Electronic reaction energies for A–BH₂ + H₂N–Y → A–Y + H₂N–BH₂, with Y = CH₂SiH₃, calculated with Ansatz 0.2.0 for the gas phase, using the def2-TZVPP basis set at PBE0-D4/def2-TZVP geometries. The groups A are written in SMILES, where * marks the point of attachment. A negative energy favours the products.

| A | A-Y | B3LYP-D4 (kJ/mol) | PBE0-D4 (kJ/mol) | wB97M-V (kJ/mol) |
| --- | --- | --- | --- | --- |
| *C | C2H8Si | -186.2 | -185.0 | -185.5 |
| *C=C | C3H8Si | -176.7 | -178.6 | -179.0 |
| *C#CC | C4H8Si | -154.1 | -157.1 | -158.1 |
| *C[SiH2]Cl | C2H9ClSi2 | -167.3 | -164.0 | -165.1 |
| *C1[SiH2][SiH2]1 | C2H10Si3 | -131.6 | -124.9 | -125.5 |

Each row of the table describes one exchange. A group A gives up a boryl group, BH₂, and receives a silylmethyl group, CH₂SiH₃, while an amino group does the reverse:

$$\text{A–BH}_2 + \text{H}_2\text{N–CH}_2\text{SiH}_3 \rightarrow \text{A–CH}_2\text{SiH}_3 + \text{H}_2\text{N–BH}_2$$

From top to bottom, A is methyl, vinyl, propynyl, chlorosilylmethyl and a three-membered ring of one carbon and two silicon atoms, attached through its carbon. The column A-Y gives the formula of the product that carries A. The other three columns give the reaction energy with three density functionals.

All the energies are strongly negative: boron goes to nitrogen and carbon goes to carbon, whatever A is. The size of the gain still depends on A. Averaged over the three functionals, it falls from 186 kJ/mol for methyl to 127 kJ/mol for the silicon-containing ring. Two rows spoil any simple ordering by multiple bonds, because chlorosilylmethyl, which has none, lies between vinyl and propynyl, and the ring, which has none either, lies far beyond both.

One idea goes a long way towards connecting these facts. The boron atom in a BH₂ group is short of electrons, and the exchange compares how well nitrogen and A can supply them. Nitrogen wins in every row, and it should win by less when A is itself a good supplier. The polarity of the bond to boron is a second influence, and for propynyl the two cannot be separated here.

## Why boron prefers nitrogen

Boron in a BH₂ compound forms three bonds and has only six valence electrons around it. One of its p orbitals, perpendicular to the plane of the three bonds, is formally empty. Nitrogen in an amino group has a lone pair that can overlap sideways with this orbital, which gives the B–N bond part of the character of a double bond. The carbon atom of CH₂SiH₃ has no such low-lying empty orbital, so the same lone pair gains much less there.

The calculated structures bear this out. The molecule H₂N–BH₂ is flat, as sideways overlap requires, whereas the three bond angles at nitrogen in H₂N–CH₂SiH₃ add up to only 330°, the mark of a pyramid. The B–N bond is 1.39 Å long and the C–N bond 1.45 Å, although boron is the larger atom. Part of that shortening comes from boron having three neighbours instead of four, but the flat nitrogen points to the lone pair as well.

The orbital energies tell a similar story. On going from CH₃–BH₂ to H₂N–BH₂, the lowest empty level rises by about 1.4 eV with each functional. This is what follows when a filled lone pair mixes with an empty orbital: the filled combination moves down and the empty one moves up. The rise is a sign of the interaction, not a measure of how much energy it contributes to the reaction.

A second contribution comes from polarity. Nitrogen attracts electrons strongly and boron weakly, so the bond between them is more polar, and stronger for that reason, than a bond between atoms of similar character. The exchange brings together the two atoms that differ most, which favours the products even before the lone pair is considered.

## How far polarity alone can go

Pauling's rule turns this second contribution into an estimate. It takes the energy of a bond between P and Q as the average of the P–P and Q–Q bond energies plus a polar term $k(\chi_P-\chi_Q)^2$. Here $\chi$ is the electronegativity and $k$ is 1 eV, or about 96 kJ/mol. Each bonding partner appears once on either side of the exchange, so the averages cancel and only the polar terms remain:

$$\Delta E \approx -2k\,(\chi_N-\chi_A)(\chi_C-\chi_B)$$

The symbol $\chi_A$ belongs to the carbon atom through which A is attached, and $\chi_C$ to the carbon of CH₂SiH₃. For methyl, rough recalled electronegativities are 3.0 for nitrogen, 2.5 for both carbons and 2.0 for boron. They give

$$\Delta E \approx -2\times 96\times 0.5\times 0.5 \approx -48\ \text{kJ/mol}$$

The sign is right, but the estimate amounts to only about a quarter of the calculated energy. No constant in it was adjusted to this row or any other, so the shortfall is a real failure of the formula. Pauling's rule treats each bond as a single bond with some polarity and leaves out the lone pair. An energy of the order of 100 kJ/mol therefore remains, and donation from nitrogen to boron is its natural main source. The split is good to an order of magnitude only.

## What changes from row to row

The two amino compounds are the same in every row. Their contribution cancels when one row is subtracted from another, and what is left is a comparison between A and methyl:

$$\text{A–BH}_2 + \text{CH}_3\text{–CH}_2\text{SiH}_3 \rightarrow \text{A–CH}_2\text{SiH}_3 + \text{CH}_3\text{–BH}_2$$

This is also the neighbouring series in which methyl takes the place of the amino group as exchange partner. Its energies follow exactly from the table by subtracting the methyl row. Methyl itself gives zero and the other four groups give positive values, so in that series boron prefers to stay with A. These four groups thus lose boron to an amino group and keep it against a methyl group. The sign of an exchange energy belongs to the pair of competitors and not to A alone.

Methyl is a modest reference rather than an inert one. A filled C–H bond that lies parallel to boron's empty orbital can lend it some electron density, an effect called hyperconjugation. In CH₃–BH₂ the C–H bond in that position comes out longest, by about 0.01 Å. This is the expected direction, but the coordinates used are themselves rounded to 0.01 Å, so it is no more than a hint. The exchange energy becomes less negative if another group improves on this donation, binds boron better in some other way or binds CH₂SiH₃ less well.

## Vinyl and propynyl

Vinyl improves on methyl only slightly, by about 7 kJ/mol on average. Its double bond can share electrons with boron, and its carbon is somewhat more electronegative than that of methyl, which makes the bond to boron more polar. On the other side of the exchange, however, vinyl forms an allylsilane, H₂C=CH–CH₂SiH₃. There the C–Si bond can donate into the double bond, so the product gains too and much of the advantage may be offset.

Propynyl shows a clearer effect, with an average shift of 29 kJ/mol from methyl. A carbon atom in a triple bond holds its electrons more tightly, because its bonding orbital has more s character, and it therefore forms a markedly more polar bond to boron. The triple bond also has a pair of π electrons in the right position to overlap with the empty orbital. Both effects favour A–BH₂, and the reaction energies do not separate them. As with vinyl, the product may win back part of the advantage, since its C–Si bond can donate into the triple bond.

Pauling's formula puts these two groups in the right order when the electronegativity of carbon is raised to roughly 2.7 for vinyl and 3.3 for propynyl. It makes both shifts more than twice too large, however; for propynyl it gives 77 kJ/mol. That even turns the estimated reaction energy positive, to 29 kJ/mol, where the calculation gives -156 kJ/mol. The formula serves as a guide to the direction of the shift, not to its size.

## The silicon rows

The groups with silicon show that Pauling's polar term cannot be the whole explanation. Silicon attracts electrons less than hydrogen does, so it should not make the neighbouring carbon more electronegative. With the carbon value left at 2.5, the formula predicts no shift from methyl at all. The calculation gives an average shift of 20 kJ/mol for chlorosilylmethyl and 58 kJ/mol for the ring.

A likely explanation is again hyperconjugation, now with a better donor. In A–BH₂ the silicon atom sits on the carbon next to boron. The electrons of a C–Si bond are held less tightly than those of a C–H bond and lie closer to the carbon end. When this bond turns parallel to the empty p orbital, it supplies boron with more electron density than C–H can. The same arrangement stabilises a carbocation with silicon one carbon away, and boron with its empty orbital is the neutral counterpart of that positive carbon.

After the exchange, the carbon of A is attached to CH₂SiH₃, which has no comparable empty orbital. The C–Si bond loses its acceptor and the stabilisation goes with it. The reactant is therefore favoured more than the product, and the reaction energy becomes less negative. This would explain how a group without any multiple bond can come close to propynyl and, in the case of the ring, surpass it. Among the A–BH₂ molecules, however, only the methyl compound was examined in detail, so donation in the other four is argued and not shown. Silicon also leaves more negative charge on the neighbouring carbon, and the attraction of that charge to a positive boron may add to the shift. A contact between chlorine and boron, or a ring that has opened or rearranged, has not been ruled out.

The ring has two C–Si bonds next to boron, but its shift is nearly three times that of chlorosilylmethyl, not twice. Doubling is already a generous expectation, since two bonds from the same carbon cannot both line up fully with one p orbital. A plausible reason for the excess is ring strain: the bent bonds of a three-membered ring are held less tightly and donate more readily, as they do in cyclopropyl groups beside a cationic carbon. For this ring that remains a conjecture. A direct contact between boron and the ring's Si–Si bond could have a similar effect.

Chlorosilylmethyl is not a perfect unit for such counting either. Its chlorine atom draws electrons away from silicon, which should weaken the donation from the C–Si bond. The ring has no chlorine, so part of its excess may simply reflect a reference that is too low.

## How firmly the order stands

The three functionals place the five groups in the same order. PBE0-D4 and wB97M-V agree within 1.1 kJ/mol in every row. B3LYP-D4 departs most for the ring, where the three values span 6.7 kJ/mol, still far less than the ring's distance from any other group.

The close neighbours deserve more caution. Vinyl differs from methyl by 6 to 10 kJ/mol, depending on the functional, chlorosilylmethyl from vinyl by 9 to 15 kJ/mol, and propynyl from chlorosilylmethyl by 7 to 13 kJ/mol. Each molecule was treated in a single shape, which may not be its most stable one, and vibrational energy is left out. Either could alter gaps of this size, so the order within each of these pairs is not secure.

To judge a related group, one can ask how polar its bond to boron is, what it offers to boron's empty orbital and whether it keeps that advantage after the exchange. The amino group, which offers a lone pair as well as a polar bond to boron, has by far the largest effect here. The π electrons of a multiple bond at the attached atom, or bonds from that atom to silicon, appear to have a smaller one. If BH₂ were replaced by methyl, the empty orbital would be absent from both sides, and theory then leads one to expect much smaller exchange energies, with little of the pattern seen here.
